An attraction that falls as the inverse sixth power of distance drops 64-fold when the distance doubles. The repulsion between two closed electron shells falls far faster near contact, by a factor of about 50 for each added ångström. Two rough sizes set the scale for a hydrogen fluoride molecule meeting a fluorine molecule. With the nearest fluorine atoms 3 Å apart, the attraction is about 2 kcal/mol, and repulsion cancels roughly half of it. The well is therefore a little under 1 kcal/mol deep, and these few facts are enough to rebuild the whole curve by hand.

PySCF 2.14.0, counterpoise-corrected interaction energies of HF and F₂ with frozen cores, on a rigid scan from a PBE0-D3(BJ)/def2-SVPD geometry; negative is bound. The large basis is aug-cc-pVTZ, and CCSD(T) less MP2 is taken in aug-cc-pVDZ. The limit estimate adds this difference to MP2 extrapolated from both basis sets by the inverse-cube rule.

```csv
contact distance (Å),ccsd t limit estimate (kcal/mol),mp2 large basis (kcal/mol),hartree fock large basis (kcal/mol),ccsd t less mp2 (kcal/mol)
1.870,-0.430,-0.290,0.770,-0.050
1.974,-0.720,-0.600,0.300,-0.050
2.078,-0.840,-0.740,0.020,-0.040
2.286,-0.820,-0.750,-0.210,-0.030
2.597,-0.600,-0.560,-0.240,-0.010
3.117,-0.310,-0.290,-0.150,0.000
4.156,-0.080,-0.080,-0.040,0.000
```

The contact distance R runs from the hydrogen of HF to the nearer fluorine of F₂, and HF is moved along that line without changing its shape. The value to be estimated is the limit estimate E, in which MP2 is extrapolated towards a complete basis and corrected by the difference between CCSD(T) and MP2. It is negative, and so binding, at every distance in the table. The well is deepest between about 2.1 and 2.3 Å.

Far apart, the two electron clouds hardly overlap, and much of what remains is the response of one molecule to the field of the other. Electrostatic energy between the permanent charge distributions also contributes, about a third of the MP2 binding at 3.117 Å, and the rule does not treat it separately. The field of a dipole falls as the inverse cube of distance. If it induces a dipole in the neighbour, and that dipole acts back, the cube enters twice and the energy falls as the sixth power. This holds for the permanent dipole of HF, which gives induction, and for the fluctuating dipoles of both molecules, which give dispersion.

The distance in this law should run between the places where the electrons are. In HF they sit mostly around fluorine, and the hydrogen is a thinly covered proton. Because the hydrogen bond is nearly straight, the distance between the two fluorine atoms is X = R + 0.92 Å, where 0.92 Å is the HF bond length. Between the last two rows X grows by about a quarter, for which the sixth power predicts a nearly fourfold loss of binding, and the table goes from −0.31 to −0.08 kcal/mol. This supports the sixth power as a description over this range, but does not show that induction and dispersion alone produce it.

Close together, the other limit takes over. Electrons of like spin cannot occupy the same orbital, so overlapping closed shells repel, and the overlap follows the exponential tails of the electron clouds. An energy decomposition from the same calculations gives this Pauli repulsion a decay rate of about 4.2 per ångström at the inner distances. That is close to the rate of 4 used here.

Joining the two limits gives a rule with three constants, for distances in Å and energies in kcal/mol:

E ≈ 1.5 · exp[−4(R − 2)] − 1.92 · (3/X)⁶, with X = R + 0.92

The first constant is the repulsion at R = 2 Å, the second its decay rate, and the third the attraction at X = 3 Å. They are convenient values close to those of a least-squares fit to all seven rows.

The rule also explains why about half of the attraction survives at the bottom of the well. There the two forces balance. The repulsive force is 4 times the repulsion energy, and the attractive force is 6/X times the attraction energy, so the repulsion is 6/(4X) of the attraction. With X near 3 Å this ratio is one half.

The row at R = 2.078 Å shows the arithmetic at its easiest. X is 3.00 Å, so the sixth-power factor is 1 and the attraction is −1.92. The exponent is −4 × 0.078 ≈ −0.31, its exponential is about 0.73, and the repulsion is 1.5 × 0.73 ≈ 1.10. The sum is −0.82 kcal/mol, or −0.83 without rounding on the way, against −0.84 in the table.

Half an ångström further out, at R = 2.597 Å, the balance has changed. X is 3.517 Å, 3/X is 0.853, its square is 0.7276, and the cube of that is 0.385, so the attraction is −1.92 × 0.385 ≈ −0.74. The exponent is now −2.39, which gives a repulsion of 1.5 × 0.092 ≈ 0.14. The sum is −0.60 kcal/mol, as in the table. The attraction has shrunk to about two fifths of its former value and the repulsion to about one eighth, so the binding fades slowly at first.

Over the whole table the rule stays within 0.015 kcal/mol of the limit estimate, or about 3 per cent of the value in the worst row. Both worked rows were part of the fit, so this is the accuracy of an interpolation along one curve. When each row in turn is left out of the fit, the unrounded form still predicts it to about 0.005 kcal/mol on average. The limit estimate itself differs from large-basis MP2 by up to 0.14 kcal/mol. That gap is no error bar, but it suggests that the reference may be less certain than the small misses of the rule.

A good fit near the minimum would not by itself favour a sixth power. A Morse curve also has three constants and does well there, but both of its terms are exponentials. Fitted to the same seven rows, it loses about a third of the small binding at the largest distance. The tail is what separates the two forms, as the printed output after this text shows.

The level of theory decides whether there is much of a well to estimate. At 2.078 Å in the large basis, Hartree-Fock gives +0.02 kcal/mol, so near zero that its sign changes with the basis set, and MP2 gives −0.74. Hartree-Fock contains electrostatics, induction and Pauli repulsion, but it has no dispersion, because each electron feels only the average field of the others. Its own well lies further out, and its lowest value in the table is only −0.24 kcal/mol. Going on from MP2 to CCSD(T) changes the result by no more than 0.05 kcal/mol.

It would still be wrong to read the constant 1.92 as the strength of dispersion. At 3.117 Å, Hartree-Fock already supplies about half of the MP2 binding, and correlation, which is more than dispersion alone, supplies the rest. The repulsive term is no pure quantity either. At the shortest distance it amounts to 2.5 kcal/mol, whereas the energy decomposition finds a Pauli repulsion of 3.9. Each term of the rule absorbs part of what the other leaves out, and only their sum is tested.

At short range the rule is fragile, because a small result is left over from two large terms. At 1.87 Å an attraction of about 3.0 kcal/mol meets a repulsion of about 2.5. An error of 5 per cent in the attraction would shift the sum by 0.15 kcal/mol, a third of the binding there. The constants should therefore not be carried inside 1.87 Å, where the repulsion gains on the attraction with every step.

At long range the limit is one of form. The permanent dipole of HF also acts on the quadrupole of F₂, the lowest permanent moment that a molecule of two equal atoms can have. That energy generally falls only as the fourth power of distance, so theory says that it must finally outlast the sixth-power terms. Within the table the mixture passes for a sixth power. Well beyond 4.2 Å the rule should fall off too quickly.

The constants also belong to one approach direction, with both molecules rigid. Turning F₂ would change the electrostatics and the overlap at the same R. Other arrangements of the pair were not compared, and one of them might bind more strongly. Fluorine is, moreover, a known hard case for methods that start from a single closed-shell determinant. All levels in the table start that way, so the close agreement of MP2 and CCSD(T) does not test this choice. The T1 diagnostic of the coupled-cluster runs, about 0.013, gives no warning, though it is only a rough test.

For a similar weak contact between closed-shell molecules, the reasoning carries over better than the constants. A more polarisable partner strengthens the attraction, and a larger one moves the repulsive wall outwards. If the decay rate and the distance between the heavy atoms are similar, the force balance again leaves about half of the attraction as the well depth. This is an argument from the form of the rule, which a single pair of molecules cannot test.

Both gases are used in chip making, fluorine to clean deposition chambers and hydrogen fluoride to etch silicon oxide. The well of about 0.85 kcal/mol along this path is only some one and a half times the thermal energy at room temperature, 0.59 kcal/mol, and zero-point motion weakens the bond further. In such a gas the contact should be a brief encounter, and a lasting pair would be rare.

Printed output of the fit:

```
fit of E on 7 rows: coefficient of exp(-s*u) 1.47 +/- 0.0064, coefficient of six -1.898 +/- 0.0059, s 4.1; rms 0.00265, worst 3.117 0.00536, leave-one-out rms 0.0045
fit of E on 7 rows: coefficient of exp(-2*s*u) 1.564 +/- 0.043, coefficient of exp(-s*u) -2.315 +/- 0.046, s 1.758; rms 0.016, worst 4.156 0.0285, leave-one-out rms 0.0354
Rule by hand in kcal/mol:
    row  F to F distance  sixth power factor  repulsion  attraction      rule  rule less table  Morse less table  MP2 less HF
   1.87             2.79               1.546      2.523      -2.968   -0.4445         -0.01455         -0.009145        -1.06
  1.974            2.894               1.241      1.664      -2.383   -0.7181         0.001875            0.0104         -0.9
  2.078            2.998               1.004      1.098      -1.928   -0.8297          0.01027           0.01046        -0.76
  2.286            3.206              0.6713     0.4778      -1.289   -0.8112         0.008829         -0.008029        -0.54
  2.597            3.517              0.3852     0.1377     -0.7396   -0.6019        -0.001876           -0.0187        -0.32
  3.117            4.037              0.1684    0.01721     -0.3234   -0.3061         0.003853           0.01602        -0.14
  4.156            5.076             0.04262  0.0002696    -0.08183  -0.08156        -0.001558           0.02854        -0.04
largest miss of the hand rule (kcal/mol): 0.01455
rms miss of the hand rule (kcal/mol): 0.007741
largest miss of the hand rule (percent of the value): 3.383
hand rule at 2.16 angstrom, near its minimum (kcal/mol): -0.8486
tail exponent in F to F distance, last two rows: 5.914
lowest tail exponent allowed by rounding: 5.579
highest tail exponent allowed by rounding: 6.266
correlation share of MP2 binding at 3.117 angstrom (percent): 48.28
largest gap of limit estimate and large-basis MP2 (kcal/mol): 0.14
shift at 1.870 angstrom if the attraction is 5 percent stronger (kcal/mol): -0.1484
decay rate of the Pauli term, 1.870 to 2.286 angstrom (per angstrom): 4.221
thermal energy kT at 298 K (kcal/mol): 0.5922
```
